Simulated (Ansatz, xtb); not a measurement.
Two isomers of C3H5AlCl2

Structure X is `C/C=[CH]\[Al]([Cl])[Cl]`, a singlet and structure Y is `C=[C](C)[Al]([Cl])[Cl]`, a singlet. Both are isolated molecules in the gas phase, relaxed with PBE0-D4/def2-SVP; the shapes shown needn't be the lowest conformers.

X (Å):

```yaml
atoms:
  - { symbol: C, position_ang: [-0.6241, 0.1101, -0.3914] }
  - { symbol: C, position_ang: [-1.8573, 0.5552, 0.3166] }
  - { symbol: C, position_ang: [-2.0202, 0.7622, 1.6380] }
  - { symbol: Al, position_ang: [-0.7499, 0.5625, 3.0638] }
  - { symbol: Cl, position_ang: [1.2528, -0.0385, 2.8373] }
  - { symbol: Cl, position_ang: [-1.3593, 0.9644, 5.0314] }
  - { symbol: H, position_ang: [-0.8181, -0.8213, -0.9497] }
  - { symbol: H, position_ang: [-0.3242, 0.8585, -1.1445] }
  - { symbol: H, position_ang: [0.2229, -0.0597, 0.2876] }
  - { symbol: H, position_ang: [-2.7216, 0.7284, -0.3427] }
  - { symbol: H, position_ang: [-3.0215, 1.0919, 1.9501] }
```

Y (Å):

```csv
atom,x (Å),y (Å),z (Å)
C,-2.3469,0.1558,-0.6714
C,-1.4269,0.3003,0.2985
C,-1.8053,0.4391,1.7460
Al,0.4181,0.3188,-0.2805
Cl,1.9951,0.5334,1.0850
Cl,0.9061,0.1228,-2.3118
H,-2.0739,0.0553,-1.7276
H,-3.4228,0.1330,-0.4469
H,-2.8976,0.4055,1.8878
H,-1.3568,-0.3613,2.3573
H,-1.4351,1.3876,2.1689
```

Quicker runs give these differences E(Y) − E(X): GFN2-xTB +0.05 kcal/mol; HF/STO-3G −0.21 kcal/mol (at GFN2-xTB geometries); r2SCAN-D4/def2-SVP −0.24 kcal/mol (at GFN2-xTB geometries).

Problem. Which of the two would you expect CCSD(T)/def2-SVP + ΔMP2/def2-TZVPP electronic energies to favour?

Solution. CCSD(T)/def2-SVP + ΔMP2/def2-TZVPP gives E(Y) − E(X) = +0.65 kcal/mol, slightly favouring structure X, which is too small a margin to settle the true order.

The same difference at several levels:

```
                             level          geometry  E(Y) − E(X) (kcal/mol)  departure from the last row (kcal/mol)  job, with rough time for the two
                          GFN2-xTB          GFN2-xTB                     +0.05                                   −0.60              optimisation, 0.29 s
                         HF/STO-3G          GFN2-xTB                     −0.21                                   −0.87               single point, 0.5 s
                r2SCAN-D4/def2-SVP          GFN2-xTB                     −0.24                                   −0.89               single point, 5.6 s
                  PBE0-D4/def2-SVP  PBE0-D4/def2-SVP                     +1.76                                   +1.10               optimisation, 2 min
                       HF/def2-SVP  PBE0-D4/def2-SVP                     +1.65                                   +0.99           part of the CCSD(T) run
                      MP2/def2-SVP  PBE0-D4/def2-SVP                     +0.76                                   +0.11           part of the CCSD(T) run
                  CCSD(T)/def2-SVP  PBE0-D4/def2-SVP                     +0.86                                   +0.21                      single point
CCSD(T)/def2-SVP + ΔMP2/def2-TZVPP  PBE0-D4/def2-SVP                     +0.65                                                        single point, 50 s
```

As drawn, both hold the same kinds of bond in the same numbers.

The largest departure from CCSD(T)/def2-SVP + ΔMP2/def2-TZVPP is that of PBE0-D4/def2-SVP, 1.10 kcal/mol. The last row adds to CCSD(T) the change of the MP2 difference between the two basis sets, here −0.21 kcal/mol.

With thermal terms from frequencies at re-optimised GFN2-xTB minima (ideal gas, soft modes damped towards free rotors, one conformer each, 298.15 K, 1 atm): on the last row, ΔE + ΔZPE = +0.47, ΔH = +0.64, ΔG = +0.16 kcal/mol.

The correlated steps freeze 18 core orbitals. Run with Ansatz 0.2.0, xtb 6.7.1; the last row on 2 threads of Arm Neoverse V1 on a shared host.

The two isomers differ in where the methyl group sits on the vinylaluminium unit, and the near-degeneracy probably reflects opposing effects. In both structures the AlCl2 group is coplanar with the alkene, so the empty aluminium p orbital can accept π density. This leaves the β carbon somewhat electron-poor, and a methyl group there, as in X, can stabilise it by hyperconjugation; in Y the methyl sits on the carbanion-like α carbon. Against this, X is the cis isomer, and its widened angles along the C–C=C–Al chain suggest crowding between the methyl and AlCl2 groups.

At the common PBE0 geometries, correlation removes about half of the Hartree–Fock preference for X, with MP2 already close to CCSD(T). The opposite signs from r2SCAN and PBE0 cannot be assigned to the functional alone, since the geometries also change. The comparison doesn't establish a general preference for the 1-propenyl skeleton over the 2-propenyl one, because the less crowded trans isomer is absent.
